Why does each further electron in a spherical quantum dot of fixed size cost nearly the same extra energy, and why does that cost jump at 2, 5, 8, 13 and 18 electrons but not at 20? The table holds spin-polarised Kohn-Sham results (PBEsol, spherically averaged shells) for a deep Woods-Saxon well of radius $R = 6.79$ bohr\*. Energies below are in hartree\* and lengths in bohr\*.

Spin-polarised Kohn-Sham results (radks with Libxc, PBEsol, m-averaged shells) for a Woods-Saxon well of depth 5.34 hartree*, radius 6.79 bohr* and edge parameter 0.34 bohr*, with no central charge; starred units are effective atomic units. For N electrons, the chemical potential is E(N)-E(N-1) and the addition energy E(N+1)+E(N-1)-2E(N). Levels are named by radial order.

| electrons | chemical potential (hartree*) | unpaired electrons | rms radius (bohr*) | highest eigenvalue (hartree*) | highest level | addition energy (hartree*) |
| --- | --- | --- | --- | --- | --- | --- |
| 1 | -5.220 | 1 | 3.487 | -5.125 | 1s up | n/a |
| 2 | -4.987 | 0 | 3.744 | -4.894 | 1s up | 0.2822 |
| 3 | -4.705 | 1 | 4.009 | -4.614 | 1p up | 0.1840 |
| 4 | -4.521 | 2 | 4.164 | -4.427 | 1p up | 0.1869 |
| 5 | -4.334 | 3 | 4.276 | -4.240 | 1p up | 0.2310 |
| 6 | -4.103 | 2 | 4.370 | -4.015 | 1p down | 0.1770 |
| 7 | -3.926 | 1 | 4.445 | -3.836 | 1p down | 0.1800 |
| 8 | -3.746 | 0 | 4.509 | -3.655 | 1p up | 0.2905 |
| 9 | -3.455 | 1 | 4.580 | -3.367 | 1d up | 0.1757 |
| 10 | -3.280 | 2 | 4.639 | -3.192 | 1d up | 0.1761 |
| 11 | -3.103 | 3 | 4.692 | -3.015 | 1d up | 0.1761 |
| 12 | -2.927 | 4 | 4.738 | -2.839 | 1d up | 0.1759 |
| 13 | -2.751 | 5 | 4.779 | -2.664 | 1d up | 0.2174 |
| 14 | -2.534 | 4 | 4.818 | -2.449 | 1d down | 0.1713 |
| 15 | -2.363 | 3 | 4.853 | -2.277 | 1d down | 0.1718 |
| 16 | -2.191 | 2 | 4.886 | -2.105 | 1d down | 0.1720 |
| 17 | -2.019 | 1 | 4.916 | -1.933 | 1d down | 0.1720 |
| 18 | -1.847 | 0 | 4.944 | -1.761 | 1d up | 0.3026 |
| 19 | -1.544 | 1 | 4.975 | -1.460 | 1f up | 0.1692 |
| 20 | -1.375 | 2 | 5.003 | -1.291 | 1f up | 0.1691 |
| 21 | -1.206 | 3 | 5.029 | -1.122 | 1f up | 0.1690 |
| 22 | -1.037 | 4 | 5.054 | -0.9527 | 1f up | 0.1689 |
| 23 | -0.8683 | 5 | 5.078 | -0.7839 | 1f up | 0.1687 |
| 24 | -0.6996 | 6 | 5.100 | -0.6153 | 1f up | 0.1685 |
| 25 | -0.5311 | 7 | 5.121 | -0.4469 | 1f up | n/a |

**What happens**

The chemical potential $\mu(N) = E(N) - E(N-1)$ rises in every row. Its step, the addition energy $A(N) = \mu(N+1) - \mu(N)$, stays between 0.1685 and 0.1869 except in five rows. It reaches about 0.28 to 0.30 at $N = 2, 8, 18$, and 0.2310 and 0.2174 at $N = 5$ and 13. The columns "highest level" and "unpaired electrons" identify the state. The shells fill as 1s, 1p, 1d, 1f, each first with up spin and then with down spin (the table ends with the up half of 1f), and the unpaired count $M$ agrees with this order in all 25 rows. The large peaks sit at closed shells and the small ones at half-filled shells. In rows 2, 8 and 18 the word "up" is only a label, since both spins are degenerate there.

The useful analogy is a small capacitor in Coulomb blockade. Its energy $N^2/2C$ has the constant second difference $1/C$, and a level spacing is added whenever the next electron has to open a new level. The analogy gives the flat baseline and the additive peaks. It stops there, because this capacitor swells as it is charged, its level spacings shrink with $N$, and exchange changes both baseline and peaks.

**Separating baseline from gap without a fit**

Janak's theorem says that the eigenvalue of a level is the derivative of the energy with respect to its occupation. Suppose the highest eigenvalue $\varepsilon$ rises linearly, by $U$, while one electron enters. Then $\mu$ is the average of $\varepsilon$ over the filling, and $d(N) = \varepsilon(N) - \mu(N) = U/2$. The level that takes electron $N+1$ lay at $\varepsilon(N+1) - 2d(N+1)$ before that electron arrived. Calling $\Delta$ the distance from $\varepsilon(N)$ up to that position,

$$A(N) = d(N) + d(N+1) + \Delta(N).$$

Within a half-shell the spherical averaging makes all electrons enter the same level, so $\Delta$ must vanish if the rise is linear. What the table tests is that linearity. In the 18 rows without a peak, $A - d(N) - d(N+1)$ never exceeds 0.0012 in size, which is inside the 0.002 that rounding of the columns allows. The baseline is therefore the rise of one level as it is charged and contains no level spacing. That the rise is mostly Coulomb repulsion fits the energy terms of the runs at $N = 6$ and 12, where the Hartree energy is 3.6 and 4.8 times the kinetic energy.

The offset $d$, between 0.084 and 0.095 in all rows, belongs to the semilocal functional. A single electron does not repel itself, so in row 1 eigenvalue and chemical potential should coincide, and the 0.095 found there is self-interaction error.

**Row 20: the baseline**

Charge spread uniformly through a sphere of radius $R_s$ has energy $\tfrac35 q^2/R_s$, so its second difference is $1.2/R_s$. With the rms radius $r = \sqrt{3/5}\,R_s$ this is $0.930/r$, and for a thin shell it is $1/r$. The radius that matters is that of the added charge, including the outward push it gives the electrons already present. Since $N r^2$ is the second moment of the density, the rms column gives

$$r_\text{add}^2 = \tfrac12\left[(N+1)\,r^2(N+1) - (N-1)\,r^2(N-1)\right].$$

Exchange lowers the cost. The local exchange potential of spin $\sigma$ is $-(6 n_\sigma/\pi)^{1/3}$. With $n_\sigma = N_\sigma/V$ its derivative with respect to $N_\sigma$ is $-\tfrac13 (6/\pi)^{1/3} V^{-1/3} N_\sigma^{-2/3}$. For a uniform sphere $V^{1/3} = (4\pi/3)^{1/3}\sqrt{5/3}\; r$, and the model becomes

$$A \approx \frac{c - b\,N_\sigma^{-2/3}}{r_\text{add}}, \qquad b = 0.199,$$

where $N_\sigma$ counts all electrons of the spin being filled. With $b$ held at this value, a least-squares fit of $A$ over the 18 rows without a peak gives $c = 0.973$, between uniform sphere and thin shell.

For row 20, the moments are $21 \times 5.029^2 = 531.1$ and $19 \times 4.975^2 = 470.3$. Half the difference is 30.4, so $r_\text{add} = 5.52$, well outside the rms radius 5.003 of the whole cloud. There are nine up electrons in the closed shells and two in 1f, so $N_\sigma = 11$ and the exchange term is $0.199 \times 11^{-2/3} = 0.040$. The estimate is $(0.973 - 0.040)/5.52 = 0.169$, against 0.1691 in the table. This row was part of the fit and is among the best. Over all 18 rows the rms error relative to the tabulated $A$ is 0.6 %, and the worst is +1.4 % at $N = 3$. Fitting $b$ as well gives 0.207 and no better agreement; $b$ and $c$ trade against each other, so neither value measures the shape of the density.

The model explains why the baseline is so flat. The well fixes the volume, and the rms radius grows only as $N^{0.12}$ (straight-line fit of $\ln r$ against $\ln N$, all rows) where fixed density would give $N^{1/3}$. The slow swelling lowers the Coulomb term, while the exchange discount fades as $N_\sigma$ grows, and the two partly cancel. A fitted $c/r_\text{add}$ without exchange has an rms error of 3.4 % and does no better than the plain constant $1.2/R = 0.1767$. A conducting sphere of radius $R$, with $1/R = 0.1473$, is too low in every row, by up to 21 %, because the added charge stays well inside $R$, which marks only the midpoint of the soft edge.

The small irregularities have the signs that the exchange term predicts. In the 1p half-shells $A$ rises by 0.003 from $N = 3$ to 4 and again from 6 to 7, although the cloud swells; $N_\sigma$ goes from 2 to 3 there, where $N_\sigma^{-2/3}$ changes fastest. Across a half-filled shell the baseline drops, by 0.0099 from $N = 4$ to 6 and by 0.0046 from 12 to 14. Much of that drop is swelling. The product $A\,r_\text{add}$ removes it and still falls, from 0.869 to 0.857 and from 0.920 to 0.909, as expected when filling passes to the scarcer spin. The model overdoes both drops, giving 0.014 and 0.006. That correlation between opposite spins softens the step is a guess, which these runs do not test. The variations of up to 0.0007 along the d and f plateaus deserve no interpretation, because spherical averaging removes deformation and orbital multiplets and so imposes part of the flatness.

**Row 8: a shell closure**

Here $d(8) = 0.091$ and $d(9) = 0.088$, so 0.179 of the 0.2905 is ordinary charging and $\Delta = 0.111$, good to about 0.002. The level lists of the runs at $N = 6$ and 12 give spin-averaged 1p–1d spacings of 0.119 and 0.104. Linear interpolation to $N = 8$ yields 0.114, so the excess matches the orbital spacing to about 0.003.

Two model cases frame its size, though neither is a strict bound: the soft edge confines the low levels to less than $R$, which widens the spacings of the real empty well, and the thin-shell value depends on the radius chosen. In an empty hard-walled sphere of radius $R$ the levels are $x^2/2R^2$, with $x$ the zeros of the spherical Bessel functions, and the 1p–1d spacing is 0.141. If repulsion pressed all electrons onto a thin shell of radius $r$, only the rotational energy $l(l+1)/2r^2$ would distinguish the levels, and the step from $l$ to $l+1$ would be $(l+1)/r^2$. With the rms radius of row 8 this is $2/4.509^2 = 0.098$. The excess lies between these two numbers, and so do the excesses 0.098 at $N = 2$ and 0.133 at $N = 18$. The peaks grow along the series because the centrifugal step grows with $l$. Charging works against this: each spacing is about 0.015 smaller at $N = 12$ than at $N = 6$, as the mean radius of 1s grows by about a tenth and the low levels come to share one radial region. Carrying the spacings linearly outside the range 6 to 12 works less well. It falls short of the excess by 0.006 at $N = 18$ and by 0.013 at $N = 2$, which suggests that the spacings do not shrink at a constant rate.

**Row 13: a half-filled shell**

Five d electrons have up spin, and the next must go down. Write the spin-dependent energy as $-J M^2/4$, which places the down level $J M$ above the up level. While $M$ changes steadily by one per electron, the second difference of this term is $-J/2$ and is part of the baseline. At half filling the sequence is $M-1, M, M-1$, the second difference is $J(M - \tfrac12)$, and the excess over the baseline is $J M$.

For row 13, $d(13) + d(14) = 0.087 + 0.085$, which leaves $\Delta = 0.045$. The run at $N = 12$ has a 1d splitting of 0.0372 with four unpaired electrons, so $J = 0.0093$ and five unpaired electrons give 0.047. For row 5 the same step, from the 1p splitting 0.0283 at $N = 6$ with two unpaired electrons, gives 0.042 against an excess of 0.049. The misfits have the signs expected if $J$ falls with $N$, as local exchange argues, though the one in row 13 is within rounding. A power law through the two values of $J$ (exponent $-0.60$) gives 0.044 for row 13 and 0.047 for row 5. Two points from two different shells fix that power, so it only carries $J$ over to the neighbouring row and establishes no law. It does account for the near equality of the two small peaks, since $M$ rises from 3 to 5 while $J$ falls. The step from one to two electrons, $\mu(2) - \mu(1) = 0.233$, carries a similar excess of 0.045 for the half-filled 1s level, but self-interaction makes row 1 the least trustworthy row. Row 25, with seven unpaired electrons, should by the same argument carry an excess of roughly 0.04; that is a prediction and is untested.

The high-spin filling is what the functional prefers among spherical states. A dot free to deform could split an open shell and lower its spin, and these runs forbid that.

**Row 20 again: why it has no peak**

In the empty hard sphere 2s lies 0.101 below 1f, which would put closures at 18 and 20. Row 20 has two unpaired electrons, 1f as highest level and no excess beyond rounding. The level lists show the order reversed, with 1f up below 2s up by 0.038 at $N = 6$ and by 0.129 at $N = 12$. The well is the same in both runs, so the growth of this margin comes from the electrons. Electrostatics gives the larger part of the reason. The potential of a charge cloud is highest in its interior, and 2s is compact, with mean radius 3.14 against 4.92 for 1f at $N = 12$. A uniform-charge estimate, $N(r_{1f}^2 - r_{2s}^2)/2R^3$, gives shifts of a tenth to a few tenths of a hartree\*. This is the order of the shifts 0.14 and 0.23 relative to the hard sphere, and the latter also contain the difference between a hard wall and the soft edge, as well as an exchange-correlation share of the same sign: 1f lies where the occupied shells are dense and gains more of that binding than 2s does. The estimate does not separate these parts. That 2s is still well above 1f at $N = 19$ to 25 is inferred from this trend and from the flat plateau. The filling comes from a greedy search, which can overlook a lower configuration, and a state with 2s occupied is the one to check in these rows.

**What to do about it**

Addition energies should be taken from total-energy differences. The highest eigenvalue overstates $\mu$ by about half a charging energy in every row, and the spacing between occupied and empty levels of one run gives only $\Delta$, which is zero inside a half-shell and less than half of $A$ at all five peaks. Eigenvalues are useful for splitting $A$ into baseline and gap as above.

For a neighbouring well the scalings indicate the direction. Charging and exchange go as $1/R$ and orbital spacings as $1/R^2$, so a wider dot should show weaker closure peaks relative to its baseline and a 2s level lying further above 1f when measured in orbital spacings, though not necessarily in hartree\*. A narrower dot, or an attractive central charge that favours s states, works toward the empty-box order and could restore a closure at 20. Width alone is a slow route: the shift of 0.23 at $N = 12$ is already more than twice the empty-box margin of 0.101, so by these scalings the radius would have to fall below half. Magic numbers should therefore be read from the self-consistent levels near the electron number of interest. The depth of the well mainly sets where the ladder ends, though with a soft edge a deeper well also confines more tightly and raises baseline and spacings somewhat. With $\mu(25) = -0.5311$ and steps near 0.17, extrapolation puts $\mu$ at zero after about three more electrons, before 1f can close, and runs in that range need a check that the last electron is bound.
